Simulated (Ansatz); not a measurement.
# WC: pressure against volume scale

All results are calculated (Ansatz 0.2.0). Free energy against uniform scaling of the volume at fixed shape and fractions; periodic cell, basis, potentials, k mesh and filling as listed.

The cell before it is scaled or strained (space group Fm-3m, No. 225):
```
WC
1.0
      0.0000     2.1927     2.1927
      2.1927     0.0000     2.1927
      2.1927     2.1927     0.0000
W C
1 1
Direct
  0.00000 0.00000 0.00000
  0.50000 0.50000 0.50000
```

Settings of every row: functional LDA; dispersion none; potentials PAW; wave cutoff 489.8 eV; density cutoff 1959.2 eV; k mesh 11x11x11; k shift 0x0x0; occupations cold; smearing width 0.1 eV; spin none.

Limits: coarse k mesh, up to 40 meV an atom off; no spin-orbit coupling, which can matter with elements this heavy; the cell comes from a prototype or a list of computed structures and needn't be the stable phase.

```csv
row,volume scale,V (Å³/atom),pressure (GPa),energy above lowest point (meV/atom)
1,0.94,9.91,7.89,4.5
2,0.96,10.121,?,?
3,0.98,10.332,-8.84,6.5
4,1,10.542,-15.91,22.9
5,1.02,10.753,-22.24,48.1
6,1.04,10.964,-27.9,81.1
7,1.06,11.175,-32.97,121.2
```

Question: what pressure should row 2 give?

Worked fit of pressure. Take u = (V_r/V)^(2/3) − 1 with V_r = 10.648 Å³ an atom, which is twice the finite (Eulerian) strain; such expansions in the strain, on which the Birch-Murnaghan equation of state is built, carry the rest volume and the bulk modulus. The shown rows have u = 0.04905, 0.02029, 0.00669, -0.00652, -0.01931, -0.03169. Least squares give pressure = −19.179 + 480.64 × u + 1450.1 × u² GPa; a straight line predicts inner rows, each left out in turn, worse (root mean square 0.98 against 0.02 GPa). The rows lie off it by 0.00, -0.01, -0.01, 0.01, 0.02, -0.02. The pressure vanishes at u = 0.0360, or V = 10.1 Å³ an atom, and there the bulk modulus at fixed shape and fractions is B = −V dP/dV = (2/3)(1 + u) dP/du = 404 GPa. The withheld row has u = 0.03442, so the fit gives −19.179 + 480.64 × (0.03442) + 1450.1 × (0.03442)² = -0.92 GPa.

The calculation gave -0.94 GPa. The fit lies 0.02 GPa (2.1 % of the value, 0.049 % of the column's range) above it; its largest miss of a shown row is 0.02 GPa.

The other values of row 2: energy above lowest point 0 meV/atom.
